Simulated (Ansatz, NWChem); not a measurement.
Ligand exchange: C2H2S + SiH3(InH2) → C2H4Si + InH2(SH)

Species: C2H2S (ethynethiol) `C#CS`, singlet; SiH3(InH2), singlet; C2H4Si (ethynylsilane) `C#C[SiH3]`, singlet; InH2(SH), singlet. The partners trade SH for SiH3: C–SH and In–SiH3 bonds give way to C–SiH3 and In–SH.

Shapes, held fixed at every level: PBE0-D4/def2-TZVP. Programs: Ansatz 0.2.0. Electronic energies: no zero-point or thermal term.

| level | kind | ΔE (kJ/mol) | less CCSD(T)/def2-TZVPP |
| --- | --- | --- | --- |
| HF/def2-SVP | Hartree–Fock | -163.5 | -10.1 |
| r2SCAN-D4/def2-TZVPP | meta-GGA | -146.7 | +6.7 |
| B3LYP-D4/def2-TZVPP | global hybrid | -145.9 | +7.5 |
| PBE0-D4/def2-TZVPP | global hybrid | -137.0 | +16.4 |
| r2SCAN0-D4/def2-TZVPP | global hybrid | -147.7 | +5.7 |
| MP2/def2-SVP | perturbation theory | -152.8 | +0.6 |
| MP2/def2-TZVPP | perturbation theory | -158.5 | -5.1 |
| CCSD(T)/def2-TZVPP | coupled cluster or CI | -153.4 | 0.0 |

The highest level, CCSD(T)/def2-TZVPP, gives ΔE = -153.4 kJ/mol; the levels span -163.5 to -137.0. The column of differences is taken from that level and isn't an error. No measured value is set beside it here. For atoms past krypton def2 sets carry core potentials with scalar relativity. Correlated rows may include outer-core shells of In, which these sets cover unevenly.

The exchange is strongly downhill at every level, with CCSD(T) placing it at -153.4 kJ/mol. The main reason is probably bond polarity. Carbon and sulfur have nearly equal electronegativities, as do indium and silicon, so both bonds given up are only weakly polar in the σ framework. The products instead pair each electropositive atom with a more electronegative partner, and C–Si and In–S gain ionic stabilisation. The sp carbon of the alkynyl group strengthens this preference, and sulfur lone-pair donation into the formally empty indium p orbital may add to it. Together these outweigh the loss of sulfur conjugation with the triple bond.

The direction of exchange is therefore secure, but its size is less so. PBE0 gives the least exothermic value, while r2SCAN and r2SCAN0 nearly coincide, which suggests that the semilocal part of the functional matters more here than the exact-exchange fraction. The close match of MP2/def2-SVP to CCSD(T) looks fortuitous, since the larger basis moves MP2 away from it. The reaction energy alone says nothing about the barrier to exchange.
